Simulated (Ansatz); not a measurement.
**TaSi2 (P6_222), a film clamped to a substrate**

All numbers below come from Ansatz, DFT PBEsol, scalar-relativistic, plane waves, PAW. Cutoff 420 eV, Γ-centred 12×12×6 k-points, Gaussian smearing of 0.15 eV. Spin–orbit coupling is left out, which matters for the heavy elements here. No spin polarisation. Energies are free energies at this smearing, counted from the undisturbed cell; pressure is positive in compression.

The undisturbed cell (relaxed at this level; it needn't be the usual structure):

```
Ta Si
1.0
     4.76086    0.00000    0.00000
    -2.38043    4.12303    0.00000
     0.00000    0.00000    6.55578
Ta Si
3 6
Cartesian
  2.3804 0.0000 3.2779
  1.1902 2.0615 5.4632
  -1.1902 2.0615 1.0926
  0.0000 1.3133 3.2779
  3.6235 0.6567 5.4632
  1.2431 3.4664 1.0926
  2.3804 2.8097 3.2779
  -1.2431 3.4664 5.4632
  1.1374 0.6567 1.0926
```

The cell (9 atoms, V0 = 128.68 Å³) is strained by p along both x and y and by q along z, fractional coordinates fixed. τp = (1/V0) ∂E/∂p = (σxx + σyy)(1 + p)(1 + q) and τq = (1/V0) ∂E/∂q = σzz(1 + p)², with tension positive.

| p | q | ΔE (meV/atom) | τp (GPa) | τq (GPa) |
| --- | --- | --- | --- | --- |
| 0.000 | 0.000 | 0.00 | 0.01 | -0.08 |
| -0.025 | 0.000 | 27.77 | -25.89 | -5.21 |
| 0.025 | 0.000 | 23.72 | 20.46 | 4.50 |
| 0.000 | -0.025 | 14.36 | -5.11 | -13.23 |
| 0.000 | 0.025 | 12.17 | 4.65 | 10.58 |

Question: Get the second derivatives of the energy density.

Answer: Central differences give A = ∂τp/∂p = 927 GPa (C11 + C22 + 2 C12), C = ∂τq/∂q = 476 GPa (C33) and the cross term B = ∂τq/∂p = 194 GPa (C13 + C23); ∂τp/∂q = 195 GPa must equal B, and any difference shows higher-order terms. The ions are clamped.

Question: A film of this crystal grows with z along the normal on a substrate that imposes p. How does its thickness respond, and what does the misfit cost?

Answer: Count p and q from the stress-free cell. A free surface needs τq = 0, so q = −(B/C) p = -0.41 p. The energy density left is (A − B²/C) p²/2 = M p², with the biaxial modulus M = 424 GPa; a misfit of 1 % costs 3.78 meV/atom, against 4.14 meV/atom if the thickness were held.

At p = -0.050 the energies along q are 235.0 (q = -0.050), 160.2 (q = -0.025), 120.4 (q = 0.000), 109.0 (q = 0.025), 120.9 (q = 0.050) meV/atom.

Question: Does the linear rule hold at this misfit?

Answer: A parabola through the lowest point and its neighbours has its minimum at q = 0.025, 109.0 meV/atom. With the stress left in the starting cell, τp0 and τq0, linear elasticity gives q = −(τq0 + Bp)/C = 0.021 and E = V0(τp0 p + τq0 q + Ap²/2 + Bpq + Cq²/2)/N = 94.4 meV/atom. The energies differ by more than a tenth, so the quadratic law fails here: the gap holds the anharmonic part, with some error from the wide steps. Cubic terms also shift the vertex of so wide a parabola.

Forces appear on the atoms along this scan, and letting them relax would lower the energy and soften the response. In a metal these slopes depend on the k mesh and the smearing.

The film thickens when squeezed in the plane, but this recovers only a small part of the misfit energy, because the coupling between the basal plane and the c axis (194 GPa) is weak beside the axial stiffness of 476 GPa. That fits directional Ta d–Si p bonding, which links the TaSi2 layers as well as holding each one together, so the stacked structure is not soft along its normal.

Compression costs more than equal extension along both strain paths, as expected when short-range repulsion steepens faster than the bonding weakens. This is probably why the quadratic law underestimates the energy at the large compressive misfit; for a film under tension it would more likely overestimate it.

These strains preserve the hexagonal symmetry, which fixes the Ta sites and leaves the Si atoms one free in-plane coordinate, so any internal softening must come through that shift. The elastic cost alone doesn't set the thickness at which misfit dislocations appear, since that also depends on their own energy.
